## General Hartree–Fock equations in spin-block form

### Premises and conventions

The $N$ electrons move among fixed nuclei under a spin-free Hamiltonian. In atomic units,

$$\hat H=\sum_i \hat h(i)+\sum_{i<j}\frac1{r_{ij}},$$

where $\hat h$ acts on spatial coordinates only. The trial function is one Slater determinant of $N$ orthonormal two-component spinors with components $\phi_i^s(\mathbf r)$, $s\in\{\alpha,\beta\}$. No spin, time-reversal or reality constraint is imposed. Both components are expanded in the same spatial basis with overlap matrix $S$,

$$\phi_i^s=\sum_\mu\chi_\mu C^s_{\mu i},\qquad \sum_s C^{s\dagger}S\,C^s=1_N .$$

Two-electron integrals are $(\mu\nu|\lambda\kappa)=\iint\chi_\mu^*(1)\chi_\nu(1)\,r_{12}^{-1}\chi_\lambda^*(2)\chi_\kappa(2)$. The symbol Tr denotes a trace over spatial basis indices. The density matrix has four spin blocks,

$$\gamma^{st}(\mathbf r,\mathbf r')=\sum_i\phi_i^s(\mathbf r)\phi_i^t(\mathbf r')^*=\sum_{\mu\nu}\chi_\mu(\mathbf r)\gamma^{st}_{\mu\nu}\chi_\nu^*(\mathbf r'),\qquad \gamma^{st}=C^sC^{t\dagger},$$

so $(\gamma^{st})^\dagger=\gamma^{ts}$. For any spatial matrix $A$, Hermitian or not, define the linear maps

$$J[A]_{\mu\nu}=\sum_{\lambda\kappa}(\mu\nu|\kappa\lambda)A_{\lambda\kappa},\qquad K[A]_{\mu\nu}=\sum_{\lambda\kappa}(\mu\lambda|\kappa\nu)A_{\lambda\kappa}.$$

$K[A]$ is the matrix of the integral operator with kernel $A(\mathbf r,\mathbf r')/|\mathbf r-\mathbf r'|$. The symmetry $(\mu\lambda|\kappa\nu)=(\kappa\nu|\mu\lambda)$ gives $\mathrm{Tr}\,A\,K[B]=\mathrm{Tr}\,B\,K[A]$, and likewise for $J$. Complex conjugation of the integrals gives $K[A]^\dagger=K[A^\dagger]$.

### Energy in spin blocks

With $x=(\mathbf r,s)$, the pair density of a determinant is $\gamma(x_1,x_1)\gamma(x_2,x_2)-\gamma(x_1,x_2)\gamma(x_2,x_1)$. The operators $\hat h$ and $1/r_{12}$ are diagonal in spin and independent of it, so the spin labels are simply summed. In the one-electron and direct terms each electron coordinate carries its own diagonal sum, which produces the charge density matrix $P=\gamma^{\alpha\alpha}+\gamma^{\beta\beta}$. In the exchange term the labels $s$ of electron 1 and $t$ of electron 2 join the two factors crosswise, and all four blocks enter:

$$E=\mathrm{Tr}\,hP+\tfrac12\mathrm{Tr}\,P\,J[P]-\tfrac12\sum_{st}\mathrm{Tr}\,\gamma^{ts}K[\gamma^{st}].$$

### Stationarity

Let the density change by $\delta\gamma^{ts}$. The direct term is quadratic in $P$, and the symmetry of $J$ makes its two first-order contributions equal, which cancels the factor $\tfrac12$. The exchange term changes by $-\tfrac12\sum_{st}(\mathrm{Tr}\,\delta\gamma^{ts}K[\gamma^{st}]+\mathrm{Tr}\,\gamma^{ts}K[\delta\gamma^{st}])$. The symmetry of $K$ followed by the relabelling $s\leftrightarrow t$ turns the second piece into the first. With $\delta P=\sum_s\delta\gamma^{ss}$,

$$\delta E=\sum_{st}\mathrm{Tr}\,F^{st}\,\delta\gamma^{ts},\qquad \boxed{F^{st}=\delta_{st}\,(h+J[P])-K[\gamma^{st}]}$$

The full matrix $F$ is Hermitian because $K[\gamma^{st}]^\dagger=K[\gamma^{ts}]$. Now impose orthonormality through a Hermitian multiplier matrix $\epsilon$ and vary $C^{s\dagger}$, treated as independent of $C^s$. Since $\delta\gamma^{ts}=C^t\,\delta C^{s\dagger}$, cyclic invariance gives $\delta E=\sum_{s}\mathrm{tr}\,[\delta C^{s\dagger}\sum_tF^{st}C^t]$, and the constraint contributes $-\sum_s\mathrm{tr}\,[\delta C^{s\dagger}SC^s\epsilon]$. Hence $\sum_tF^{st}C^t=SC^s\epsilon$. A unitary mixing of the occupied spinors leaves every $\gamma^{st}$, and therefore $F$, unchanged, and it can be chosen to diagonalise $\epsilon$. The general Hartree–Fock (GHF) equations are then

$$\begin{pmatrix}F^{\alpha\alpha}&F^{\alpha\beta}\\F^{\beta\alpha}&F^{\beta\beta}\end{pmatrix}\begin{pmatrix}C^\alpha_i\\C^\beta_i\end{pmatrix}=\varepsilon_i\begin{pmatrix}S&0\\0&S\end{pmatrix}\begin{pmatrix}C^\alpha_i\\C^\beta_i\end{pmatrix}.$$

Only exchange couples the two components, and it does so through the blocks $\gamma^{\alpha\beta}$ and $\gamma^{\beta\alpha}$.

### Pauli form

The unit matrix and the three Pauli matrices span the $2\times2$ matrices, so

$$\gamma=\tfrac12\Big(P+\sum_kM_k\sigma_k\Big),\qquad M_k=\sum_{st}(\sigma_k)_{ts}\gamma^{st},$$

where $M_k\sigma_k$ is a direct product of space and spin factors. Explicitly,

$$M_x=\gamma^{\alpha\beta}+\gamma^{\beta\alpha},\quad M_y=i(\gamma^{\alpha\beta}-\gamma^{\beta\alpha}),\quad M_z=\gamma^{\alpha\alpha}-\gamma^{\beta\beta}.$$

$P$ and the $M_k$ are Hermitian and in general complex. The diagonal kernel $M_k(\mathbf r,\mathbf r)=\sum_i\phi_i^\dagger\sigma_k\phi_i$ is twice the spin density. Because $K$ is linear and acts on spatial indices only, it passes through the spin factors:

$$\boxed{F=h+J[P]-\tfrac12K[P]-\tfrac12\sum_kK[M_k]\,\sigma_k}$$

In the exchange energy the sum over $s,t$ is a spin trace of a product of two such expansions. With $\mathrm{tr}\,1=2$, $\mathrm{tr}\,\sigma_k=0$ and $\mathrm{tr}\,\sigma_k\sigma_l=2\delta_{kl}$, the cross terms vanish and the prefactor is $-\tfrac12\cdot\tfrac14\cdot2$:

$$\boxed{E_x=-\tfrac14\Big(\mathrm{Tr}\,P\,K[P]+\sum_k\mathrm{Tr}\,M_kK[M_k]\Big)}$$

Each term equals $\iint|A(\mathbf r,\mathbf r')|^2/|\mathbf r-\mathbf r'|\ge0$ for Hermitian $A$. At fixed $P$, magnetisation therefore lowers $E$.

The four matrices are not independent. Orthonormality implies $\gamma S\gamma=\gamma$, and $\sigma_l\sigma_m=\delta_{lm}+i\sum_k\epsilon_{lmk}\sigma_k$ splits this into

$$PSP+\sum_kM_kSM_k=2P,\qquad PSM_k+M_kSP+i\sum_{lm}\epsilon_{klm}M_lSM_m=2M_k .$$

The $z$ component shows that $M_z=0$ requires $M_xSM_y=M_ySM_x$. A state whose local moments all lie in the $xy$ plane generally violates this, and it then has a nonzero $M_z(\mathbf r,\mathbf r')$ off the diagonal.

If $M_x=M_y=0$, the off-diagonal Fock blocks vanish and $F^{ss}=h+J[P]-K[\gamma^{ss}]$. These are the unrestricted (UHF) equations. The condition reproduces itself under iteration, so every UHF solution is also a GHF stationary point, although it need not be a minimum. If $M_z=0$ as well, the closed-shell operator $h+J[P]-\tfrac12K[P]$ remains.

### Global spin rotation

Apply the same $U=\exp(-i\theta\,\mathbf n\cdot\boldsymbol\sigma/2)$ to the spin index of every spinor. Orthonormality is preserved and $\gamma\to U\gamma U^\dagger$. The Pauli algebra gives $U\sigma_kU^\dagger=\sum_l\sigma_lR_{lk}$, with $R$ the real orthogonal matrix for rotation by $\theta$ about $\mathbf n$. Therefore

$$P'=P,\qquad M_l'=\sum_kR_{lk}M_k .$$

The one-electron and direct energies depend on $P$ alone. For the magnetic term, linearity and $R^TR=1$ give

$$\sum_l\mathrm{Tr}\,M'_lK[M'_l]=\sum_{kk'}\Big(\sum_lR_{lk}R_{lk'}\Big)\mathrm{Tr}\,M_kK[M_{k'}]=\sum_k\mathrm{Tr}\,M_kK[M_k].$$

The energy is invariant. The same substitution gives $F'=UFU^\dagger$, so a rotated solution is a solution with the same orbital energies. Magnetic solutions thus come in degenerate families. A collinear state is unchanged by rotation about its own axis and belongs to a two-parameter family. A noncollinear state belongs to a three-parameter family. The orbital Hessian has correspondingly two or three zero modes. A GHF determinant is equivalent to a UHF one when a single rotation removes two of the three matrices $M_k$.

### Range of validity

The block equations are exact stationarity conditions for a single determinant in a spin-independent basis. They locate stationary points, and a stability analysis must decide which are minima. The determinant is in general an eigenfunction of neither $\hat S^2$ nor $\hat S_z$, and correlation is absent. For fractional occupations, $\gamma=\sum_if_i\phi_i\phi_i^\dagger$, the expressions for $F$ and $E_x$ hold unchanged but the idempotency relations fail. A one-electron spin-orbit or Zeeman term replaces $h$ by $h+\sum_kh_k\sigma_k$ in $F$ and adds $\sum_k\mathrm{Tr}\,h_kM_k$ to $E$. This term is linear in the vector $M_k$ and breaks the invariance, although a uniform Zeeman field leaves rotations about its own axis. Two-electron spin-dependent interactions add further direct and exchange maps. Nothing in the derivation used the form $1/r_{12}$ beyond spin independence, reality and symmetry in the two electrons, so a static screened interaction may replace it. Positivity of the exchange terms then needs a non-negative kernel.

### Illustration: 120° Néel state of a Mn monolayer on Ag(111)

Take the Mn atoms on the triangular lattice of the substrate. An approximate Ag lattice constant of 4.09 Å gives the spacing $a=2.89$ Å. In the Néel state three sublattices carry moments at 120° to one another in a $\sqrt3\times\sqrt3$ cell of edge 5.01 Å. No rotation makes these moments collinear, so UHF cannot represent the state.

**Model.** Each site has five degenerate orthonormal $d$ orbitals holding five electrons. Each orbital hops to the same orbital on the six neighbours with amplitude $-t$. The interaction is on-site and spherical, with Slater integrals $F^0,F^2,F^4$ and $J_H=(F^2+F^4)/14$. The inputs are typical screened values chosen for illustration: $t=0.25$ eV, $F^0=2.0$ eV, $J_H=0.75$ eV.

For on-site blocks proportional to the unit matrix in orbital space, $P_{ii}=1_5$ and $M_{k,ii}=m_{ik}1_5$, spherical symmetry makes $K[1_5]$ a multiple of $1_5$. The angular sum gives

$$U_{\rm eff}=\sum_{L=0,2,4}5\begin{pmatrix}2&L&2\\0&0&0\end{pmatrix}^2F^L=F^0+\tfrac27(F^2+F^4)=F^0+4J_H=5.0\ \text{eV}.$$

The charge terms are constants, and the problem separates into five identical copies with $F=h-\tfrac12U_{\rm eff}\,\mathbf m_i\cdot\boldsymbol\sigma$. The magnetic exchange energy is $-\tfrac14U_{\rm eff}m^2$ per orbital.

**Reduction to $2\times2$ blocks.** Let $\mathbf m_i=m(\cos\mathbf Q\cdot\mathbf R_i,\sin\mathbf Q\cdot\mathbf R_i,0)$ and $\Delta=U_{\rm eff}m/2$. Then $F^{\alpha\beta}_{ii}=-\Delta e^{-i\mathbf Q\cdot\mathbf R_i}$, which couples the $\alpha$ plane wave $\mathbf k$ only to the $\beta$ plane wave $\mathbf k+\mathbf Q$. With band energy $\epsilon_{\mathbf k}$, $\eta=(\epsilon_{\mathbf k}+\epsilon_{\mathbf k+\mathbf Q})/2$ and $\delta=(\epsilon_{\mathbf k}-\epsilon_{\mathbf k+\mathbf Q})/2$, the block is $\eta+\delta\sigma_z-\Delta\sigma_x$. Its eigenvalues are $\eta\pm W$ with $W=\sqrt{\delta^2+\Delta^2}$, and in the lower eigenvector $\langle\sigma_x\rangle=\Delta/W$ and $\langle\sigma_z\rangle=-\delta/W$. When the lower band alone is filled, self-consistency reads $m=\langle\Delta/W\rangle$, the brackets denoting the Brillouin-zone average. Since $\langle\eta\rangle=0$, the eigenvalue sum $-\langle W\rangle$ equals the hopping energy minus $\Delta m$. Adding $\Delta m-\tfrac14U_{\rm eff}m^2=\Delta^2/U_{\rm eff}$ gives the energy per orbital, up to the charge constant:

$$e=-\langle W\rangle+\Delta^2/U_{\rm eff}.$$

Take neighbour vectors with $\mathbf a_1+\mathbf a_2+\mathbf a_3=0$, set $\theta_j=\mathbf k\cdot\mathbf a_j$ and $f=\sum_je^{i\theta_j}$, so that $\epsilon_{\mathbf k}=-2t\,\mathrm{Re}f$.

* Ferromagnet, $\mathbf Q=0$: $\delta=0$, $m=1$, $e=-U_{\rm eff}/4$.
* Row-wise collinear state, $\mathbf Q\cdot\mathbf a_j\equiv(\pi,\pi,0)$ modulo $2\pi$: $\delta=-2t(\cos\theta_1+\cos\theta_2)$, $|\eta|\le2t$, and $\langle\delta^{2n}\rangle=t^{2n}\binom{2n}{n}^2$.
* Néel state, $\mathbf Q\cdot\mathbf a_j\equiv2\pi/3$: shift $\mathbf k\to\mathbf k+\mathbf Q$, so that the coupled pair is $\mathbf k+\mathbf Q$ and $\mathbf k+2\mathbf Q\equiv\mathbf k-\mathbf Q$. The function $f$ acquires the factors $e^{\pm2\pi i/3}$, whence $\eta=t\,\mathrm{Re}f\in[-\tfrac32t,3t]$ and $\delta=\sqrt3\,t\,\mathrm{Im}f$, $|\delta|\le\tfrac92t$. Because $\mathrm{Im}f=-4\prod_j\sin(\theta_j/2)$, the moments follow from the three-variable case of Dyson's constant-term identity: $\langle\delta^{2n}\rangle=(3t^2/4)^n(3n)!/(n!)^3$.

In both antiferromagnets $\delta$ is distributed symmetrically about zero, so the on-site $M_z$ vanishes and the ansatz is self-consistent. Binomial expansion gives

$$m=\sum_n\binom{-1/2}{n}\frac{\langle\delta^{2n}\rangle}{\Delta^{2n}},\qquad \langle W\rangle=\Delta\sum_n\binom{1/2}{n}\frac{\langle\delta^{2n}\rangle}{\Delta^{2n}},$$

which converge for $|\delta|_{\max}<\Delta$. For the Néel solution this ratio is 0.46. Solving $m=2\Delta/U_{\rm eff}$ yields, per Mn atom and with $g=2$:

| State | $m$ | $\Delta$ (eV) | moment $5m$ ($\mu_B$) | $-\tfrac54U_{\rm eff}m^2$ (eV) | $E-E_{\rm FM}$ (meV) |
|---|---|---|---|---|---|
| ferromagnet | 1 | 2.500 | 5 | −6.25 | 0 |
| row-wise | 0.9805 | 2.451 | 4.90 | −6.01 | −247 |
| Néel | 0.9783 | 2.446 | 4.89 | −5.98 | −277 |

The digits describe the model, not the film. The filling assumption holds, because the gap is at least $2\Delta$ minus the range of $\eta$, which is 3.77 eV for the Néel state and 3.90 eV for the row-wise state. The Néel determinant lies 30 meV per Mn below the row-wise one. It has less magnetic exchange energy and wins through hopping.

Keeping $n\le1$ and setting $\Delta=U_{\rm eff}/2$ gives $e-e_{\rm FM}=-\langle\delta^2\rangle/U_{\rm eff}$, with $\langle\delta^2\rangle=\tfrac92t^2$ and $4t^2$. For five orbitals this is −281 meV and −250 meV. The same order follows bond by bond. Hopping from an occupied spinor into the empty spinor of a neighbour turned by $\vartheta$ has amplitude $t\sin(\vartheta/2)$ and denominator $U_{\rm eff}$, and it runs in two directions, giving $-(t^2/U_{\rm eff})(1-\cos\vartheta)$ per orbital. A triangle has at most two antiparallel bonds, so at this order no collinear pattern lies below the row-wise one.

The off-diagonal $M_z$ anticipated above is present. The lower eigenvector has weights $\tfrac12(1\mp\delta/W)$ on $\mathbf k\pm\mathbf Q$, so for $\mathbf R_i-\mathbf R_{i'}=\mathbf a_j$ one finds $M_z=-\cos(2\pi/3)\langle(\delta/W)e^{i\theta_j}\rangle$. Only the odd part $i\sin\theta_j$ survives, and the three directions are equivalent, which gives $M_z=i\langle\delta^2/W\rangle/(6\sqrt3\,t)=0.042\,i$. An on-site interaction does not feed this element back into $F$, but an intersite one would.

**Neglected terms.** Second neighbours are parallel in the Néel state, while two of the three second-neighbour bonds per atom are antiparallel in the row-wise state. A hopping $t_2$ therefore adds $4t_2^2$ to $\langle\delta^2\rangle$ of the row-wise state only. The order reverses at leading order when $t_2=t/\sqrt8=0.35\,t$, or 0.088 eV. Coupling through the Ag $sp$ bands, absent here, generates longer-range terms of this kind and makes the film metallic, so the model cannot decide the ground state of the real monolayer. Quantum fluctuations are also missing. The bond energy corresponds to a Heisenberg coupling $\mathcal J$ for spins $S_0=\tfrac52$ with $\mathcal JS_0^2=5t^2/U_{\rm eff}=62.5$ meV. The standard linear spin-wave result lowers the Néel energy per atom by $\tfrac32\mathcal JS_0\,[1-\langle\sqrt{(1-\xi)(1+2\xi)}\rangle]$ with $\xi=\mathrm{Re}f/3$, which is 8 meV and not negligible beside 30 meV. Spin-orbit coupling, with an approximate Mn $3d$ constant $\zeta=0.04$ eV, acts in second order on the half-filled shell and sets a scale $\zeta^2/2\Delta\approx0.3$ meV. This is small against 30 meV, but it selects the orientation of the 120° pattern relative to the surface, which the spin-free equations leave undetermined.